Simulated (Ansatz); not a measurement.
**Ligand exchange: BH(CH3)I + SiH3Br → BH(CH3)(SiH3) + IBr**

Species: BH(CH3)I, singlet; SiH3Br `[SiH3]Br`, singlet; BH(CH3)(SiH3), singlet; IBr (iodine monobromide), singlet. The partners trade I for SiH3: B–I and Br–SiH3 bonds give way to B–SiH3 and Br–I.

Shapes, held fixed at every level: PBE0-D4/def2-TZVP. Programs: Ansatz 0.2.0. The zero-point and thermal change to 298 K, harmonic and unscaled (PBE0-D4/def2-TZVP), is -2.6 kJ/mol.

```json
{"level": "HF/def2-SVP", "kind": "Hartree–Fock", "ΔH(298 K) (kJ/mol)": "+240.0", "less CCSD(T)/def2-TZVPP": "+4.4"}
{"level": "HF/def2-TZVPP", "kind": "Hartree–Fock", "ΔH(298 K) (kJ/mol)": "+236.5", "less CCSD(T)/def2-TZVPP": "+0.9"}
{"level": "r2SCAN-D4/def2-TZVPP", "kind": "meta-GGA", "ΔH(298 K) (kJ/mol)": "+228.1", "less CCSD(T)/def2-TZVPP": "-7.5"}
{"level": "BHLYP-D4/def2-TZVPP", "kind": "global hybrid", "ΔH(298 K) (kJ/mol)": "+224.7", "less CCSD(T)/def2-TZVPP": "-10.9"}
{"level": "r2SCAN0-D4/def2-TZVPP", "kind": "global hybrid", "ΔH(298 K) (kJ/mol)": "+234.2", "less CCSD(T)/def2-TZVPP": "-1.4"}
{"level": "wB97X-V/def2-TZVPP", "kind": "range-separated hybrid", "ΔH(298 K) (kJ/mol)": "+222.7", "less CCSD(T)/def2-TZVPP": "-12.9"}
{"level": "MP2/def2-TZVPP", "kind": "perturbation theory", "ΔH(298 K) (kJ/mol)": "+257.1", "less CCSD(T)/def2-TZVPP": "+21.5"}
{"level": "CCSD(T)/def2-TZVPP", "kind": "coupled cluster or CI", "ΔH(298 K) (kJ/mol)": "+235.6", "less CCSD(T)/def2-TZVPP": "0.0"}
```

The highest level, CCSD(T)/def2-TZVPP, gives ΔH(298 K) = +235.6 kJ/mol; the levels span +222.7 to +257.1. The column of differences is taken from that level and isn't an error. No measured value is set beside it here. For atoms past krypton def2 sets carry core potentials with scalar relativity. Relativity is left out for Br unless named. Correlated rows may include outer-core shells of Br, I, which these sets cover unevenly.

The exchange is strongly endothermic at every level, with +235.6 kJ/mol from CCSD(T), and the choice of method alters only the size of the penalty. The cause is the loss of two polar bonds. B–I and Si–Br both gain from the electronegativity difference, and iodine can also donate lone-pair density into the empty boron p orbital. The products offer a nearly nonpolar B–Si bond, with a silyl group that has no lone pair to donate, and a weak interhalogen bond between two atoms of similar electronegativity. Read in reverse, this is the favourable cleavage of a B–Si bond by an electrophilic halogen.

Hartree–Fock lies close to CCSD(T) although MP2 lies well above it, which suggests a cancellation of correlation contributions that second order doesn't reproduce. With two molecules on each side, the entropy change should be modest, so the free energy probably also disfavours the exchange. The forward barrier must be at least about as high as the reaction enthalpy, but the enthalpy doesn't fix the barrier of the reverse reaction.
